**Rocksalt SrO: gap, volume and bulk modulus across eleven levels of theory**

The table holds the band gap on the r2SCAN cell and a rough processor time for plane-wave PBE and r2SCAN, GLLB-SC, PBE in three small basis sets, GFN1- and GFN2-xTB, PM6 and PM7, with volume and bulk modulus for three of them, all without spin or spin-orbit coupling. The program takes the pressure derivative of the modulus from a Born-Landé model fixed on the PBE row and uses the Murnaghan form to link pressure, volume and modulus, with $B\propto V^{-4/3}$ as the alternative. The smaller volume accounts for 79 to 97 % of the stiffening from PBE to r2SCAN, while the DZVP row lies about 4 GPa above the estimate from the PBE curve at its volume. Gaps spread over 7.49 eV, and time shows no clear rank correlation with the distance from a rough recalled measured range of 5 to 6 eV. A bare Madelung shift overshoots the PM7 − PM6 gap step about fivefold, and k-point and cutoff scaling does not reproduce the time ratios of the two-atom plane-wave runs.

SrO (Fm-3m) in several programs, without spin polarization or spin-orbit coupling. Gaps and times are from single points on the r2SCAN-relaxed cell, volumes from a relaxation or energy curve, and bulk moduli are at fixed cell shape. The plane-wave PAW runs use 420 eV (PBE) and 500 eV (r2SCAN) with 8×8×8 k points, and 260 eV with 4×4×4 for the coarse run.

## Analysis program

```python
# Table: rocksalt SrO, band gap, volume, bulk modulus and rough time from several programs (PBE, r2SCAN,
# GLLB-SC, small-basis PBE, GFN-xTB, PM6/PM7), gaps on the r2SCAN cell, no spin, no spin-orbit coupling.
# Tested: Born-Lande + Murnaghan link of pressure, volume and modulus; gap steps; Madelung shift; cost scaling.
T = {
    'rung_name': ['PBE coarse-settings', 'PBE', 'PM7', 'PM6', 'r2SCAN', 'PBE SZV', 'GFN1-xTB tblite', 'GFN2-xTB tblite', 'GLLB-SC', 'PBE DZVP', 'PBE sz-orbitals'],
    'rung_kind': ['low cutoff and mesh', 'semilocal', 'semi-empirical', 'semi-empirical', 'semilocal', 'small basis', 'tight binding', 'tight binding', 'model potential', 'small basis', 'small basis'],
    'rung_band_gap': [3.377, 3.317, 7.487, 3.109, 3.799, 0.279, 6.237, 0.0, 6.866, 3.408, 2.985],  # eV
    'rung_volume_per_atom': [None, 17.521, None, None, 17.171, None, None, None, None, 17.719, None],  # angstrom^3
    'rung_bulk_modulus': [None, 84.4, None, None, 93.6, None, None, None, None, 84.7, None],  # GPa
    'rung_atoms_computed': [2, 2, 64, 64, 2, 2, 64, 64, 2, 2, 2],
    'cost': [0.4, 1, 2, 2, 3, 6, 6, 7, 7, 10, 50],  # s
}
import numpy as np
from scipy import constants as c
from scipy.stats import spearmanr
nm = T['rung_name']
g, V, B, t = (dict(zip(nm, T[k])) for k in ('rung_band_gap', 'rung_volume_per_atom', 'rung_bulk_modulus', 'cost'))
# further outputs of the same runs: pressure GPa, direct gap eV, cutoff eV, irreducible k points, Sr charge, heat kcal/mol
co, pb, r2, dz = 'PBE coarse-settings', 'PBE', 'r2SCAN', 'PBE DZVP'
P = {co: 2.307385, pb: 1.807417, r2: 0.0027555}
dg = {co: 3.45031, pb: 3.402688, r2: 3.880353}
ec, nk = {co: 260, pb: 420, r2: 500}, {co: 8, pb: 29, r2: 29}
q, H = {'PM6': 0.6996, 'PM7': 1.7735}, {'PM6': -32.30873, 'PM7': -97.50488}
lo, hi, Hx = 5.0, 6.0, -140.0  # rough recalled measured gap range (eV) and heat of formation (kcal/mol)
N = 12  # Evjen sum for the rocksalt Madelung constant
i, j, k = np.mgrid[-N:N + 1, -N:N + 1, -N:N + 1]
w = 0.5 ** ((abs(i) == N) * 1 + (abs(j) == N) * 1 + (abs(k) == N) * 1)
r = np.sqrt(i * i + j * j + k * k)
r[N, N, N] = np.inf
al = -np.sum(w * (1 - 2 * ((i + j + k) % 2)) / r)
ke = c.e / (4 * np.pi * c.epsilon_0 * 1e-10)  # eV angstrom
print('level | gap eV | minus plane-wave PBE | offset from rough recalled 5-6 eV | time s')
off = {n: g[n] - min(max(g[n], lo), hi) for n in nm}
for n in nm:
    print(f'{n:20s} {g[n]:6.3f} {g[n]-g[pb]:+7.3f} {off[n]:+6.2f} {t[n]:5.1f}')
print(f'gap spread {max(g.values())-min(g.values()):.2f} eV; table rounding 0.0005 eV; GLLB-SC minus r2SCAN {g["GLLB-SC"]-g[r2]:.3f} eV')
print('direct (X) minus indirect gap eV: ' + ', '.join(f'{n} {dg[n]-g[n]:.3f}' for n in dg))
print(f'direct gap steps from PBE: coarse {dg[co]-dg[pb]:+.3f}, r2SCAN {dg[r2]-dg[pb]:+.3f} eV; r2SCAN gap {100*(g[r2]/g[pb]-1):+.1f} %')
rho, p = spearmanr([t[n] for n in nm], [abs(off[n]) for n in nm])
print(f'rank correlation of time with size of gap offset: {rho:+.2f} (p = {p:.2f}, {len(nm)} rows)')
print(f'Madelung constant {al:.4f}; Born-Lande with formal charge 2:')
Bp = {}
for n in (pb, r2, dz):
    d = V[n] ** (1 / 3)
    ex = 1 + B[n] / (al * 4 * ke / (18 * d ** 4) * c.e * 1e21)
    Bp[n] = (ex + 7) / 3
    print(f"  {n:9s} r {d:.3f} A, n {ex:.2f}, B' {Bp[n]:.2f}; vs PBE: V {100*(V[n]/V[pb]-1):+.2f} %, r {100*((V[n]/V[pb])**(1/3)-1):+.2f} %, B {B[n]-B[pb]:+.1f} GPa ({100*(B[n]/B[pb]-1):+.1f} %)")
b = Bp[pb]
Pm = B[pb] / b * ((V[pb] / V[r2]) ** b - 1)
print(f'PBE pressure on r2SCAN cell: Murnaghan {Pm:.3f}, run {P[pb]:.3f}, residual {P[pb]-Pm:+.3f} GPa (rounding {B[pb]*0.001/V[pb]:.3f})')
print(f'r2SCAN pressure on its own cell {P[r2]:.3f} GPa')
V0 = {n: V[r2] * (1 + b * P[n] / B[pb]) ** (1 / b) for n in (pb, co)}
print(f'PBE volume from pressure {V0[pb]:.3f}, table {V[pb]:.3f} A^3, residual {100*(V0[pb]/V[pb]-1):+.2f} %')
print(f'coarse run: extra pressure {P[co]-P[pb]:.2f} GPa, implied volume shift {100*(V0[co]/V0[pb]-1):+.2f} % (PBE modulus assumed)')
print('modulus from PBE rescaled to the volume of the row, GPa (rounding about 0.05):')
for n in (r2, dz):
    for lab, e in (("PBE curve, model B'", b), ("PBE curve, B' = 5", 5.0), ('V^(-4/3) scaling', 4 / 3)):
        m = B[pb] * (V[pb] / V[n]) ** e
        print(f'  {n:9s} {lab:20s} {m:5.1f}, table {B[n]:.1f}, residual {B[n]-m:+.1f}')
s = {n: -np.log(B[n] / B[pb]) / np.log(V[n] / V[pb]) for n in (r2, dz)}
print(f'apparent -dlnB/dlnV from PBE: r2SCAN {s[r2]:.2f}, DZVP {s[dz]:.2f}')
sh = [100 * B[pb] * ((V[pb] / V[r2]) ** e - 1) / (B[r2] - B[pb]) for e in (b, 5.0)]
print(f"share of r2SCAN stiffening from volume alone: {sh[0]:.0f} % (model B'), {sh[1]:.0f} % (B' = 5)")
dq, dG = q['PM7'] - q['PM6'], g['PM7'] - g['PM6']
md = 2 * al * dq * ke / V[r2] ** (1 / 3)
print(f'PM7 - PM6: gap {dG:.3f} eV, Sr charge {dq:.2f} e, bare Madelung shift {md:.0f} eV, {md/dG:.1f} times the step')
print(f'heat of formation above rough recalled {Hx:.0f}: PM6 {H["PM6"]-Hx:.0f}, PM7 {H["PM7"]-Hx:.0f} kcal/mol')
print(f'cluster of {max(T["rung_atoms_computed"]):.0f} atoms = {max(T["rung_atoms_computed"])/2:.0f} primitive cells or folded k points; 8x8x8 mesh = {8**3}')
for a, z in ((co, pb), (pb, r2)):
    print(f'time ratio {z} / {a}: table {t[z]/t[a]:.1f}, Nk*Ecut^1.5 gives {nk[z]/nk[a]*(ec[z]/ec[a])**1.5:.1f}')
print(f'time range of all rows: factor {max(t.values())/min(t.values()):.0f}')
assert V[r2] < V[pb] < V[dz] and B[r2] > B[pb]
assert abs(Pm - P[pb]) < 0.1 and 3.5 < s[r2] < 6.0
assert abs(g[dz] - g[pb]) < 0.15 and g['PBE SZV'] < 1 < g['PBE sz-orbitals']
assert g[pb] < g[r2] < lo and g['GLLB-SC'] > hi
```

Running it gives:

```
level | gap eV | minus plane-wave PBE | offset from rough recalled 5-6 eV | time s
PBE coarse-settings   3.377  +0.060  -1.62   0.4
PBE                   3.317  +0.000  -1.68   1.0
PM7                   7.487  +4.170  +1.49   2.0
PM6                   3.109  -0.208  -1.89   2.0
r2SCAN                3.799  +0.482  -1.20   3.0
PBE SZV               0.279  -3.038  -4.72   6.0
GFN1-xTB tblite       6.237  +2.920  +0.24   6.0
GFN2-xTB tblite       0.000  -3.317  -5.00   7.0
GLLB-SC               6.866  +3.549  +0.87   7.0
PBE DZVP              3.408  +0.091  -1.59  10.0
PBE sz-orbitals       2.985  -0.332  -2.02  50.0
gap spread 7.49 eV; table rounding 0.0005 eV; GLLB-SC minus r2SCAN 3.067 eV
direct (X) minus indirect gap eV: PBE coarse-settings 0.073, PBE 0.086, r2SCAN 0.081
direct gap steps from PBE: coarse +0.048, r2SCAN +0.478 eV; r2SCAN gap +14.5 %
rank correlation of time with size of gap offset: +0.11 (p = 0.75, 11 rows)
Madelung constant 1.7476; Born-Lande with formal charge 2:
  PBE       r 2.597 A, n 5.29, B' 4.10; vs PBE: V +0.00 %, r +0.00 %, B +0.0 GPa (+0.0 %)
  r2SCAN    r 2.580 A, n 5.63, B' 4.21; vs PBE: V -2.00 %, r -0.67 %, B +9.2 GPa (+10.9 %)
  PBE DZVP  r 2.607 A, n 5.37, B' 4.12; vs PBE: V +1.13 %, r +0.38 %, B +0.3 GPa (+0.4 %)
PBE pressure on r2SCAN cell: Murnaghan 1.775, run 1.807, residual +0.032 GPa (rounding 0.005)
r2SCAN pressure on its own cell 0.003 GPa
PBE volume from pressure 17.527, table 17.521 A^3, residual +0.03 %
coarse run: extra pressure 0.50 GPa, implied volume shift +0.54 % (PBE modulus assumed)
modulus from PBE rescaled to the volume of the row, GPa (rounding about 0.05):
  r2SCAN    PBE curve, model B'   91.7, table 93.6, residual +1.9
  r2SCAN    PBE curve, B' = 5     93.4, table 93.6, residual +0.2
  r2SCAN    V^(-4/3) scaling      86.7, table 93.6, residual +6.9
  PBE DZVP  PBE curve, model B'   80.6, table 84.7, residual +4.1
  PBE DZVP  PBE curve, B' = 5     79.8, table 84.7, residual +4.9
  PBE DZVP  V^(-4/3) scaling      83.1, table 84.7, residual +1.6
apparent -dlnB/dlnV from PBE: r2SCAN 5.13, DZVP -0.32
share of r2SCAN stiffening from volume alone: 79 % (model B'), 97 % (B' = 5)
PM7 - PM6: gap 4.378 eV, Sr charge 1.07 e, bare Madelung shift 21 eV, 4.8 times the step
heat of formation above rough recalled -140: PM6 108, PM7 42 kcal/mol
cluster of 64 atoms = 32 primitive cells or folded k points; 8x8x8 mesh = 512
time ratio PBE / PBE coarse-settings: table 2.5, Nk*Ecut^1.5 gives 7.4
time ratio r2SCAN / PBE: table 3.0, Nk*Ecut^1.5 gives 1.3
time range of all rows: factor 125
```
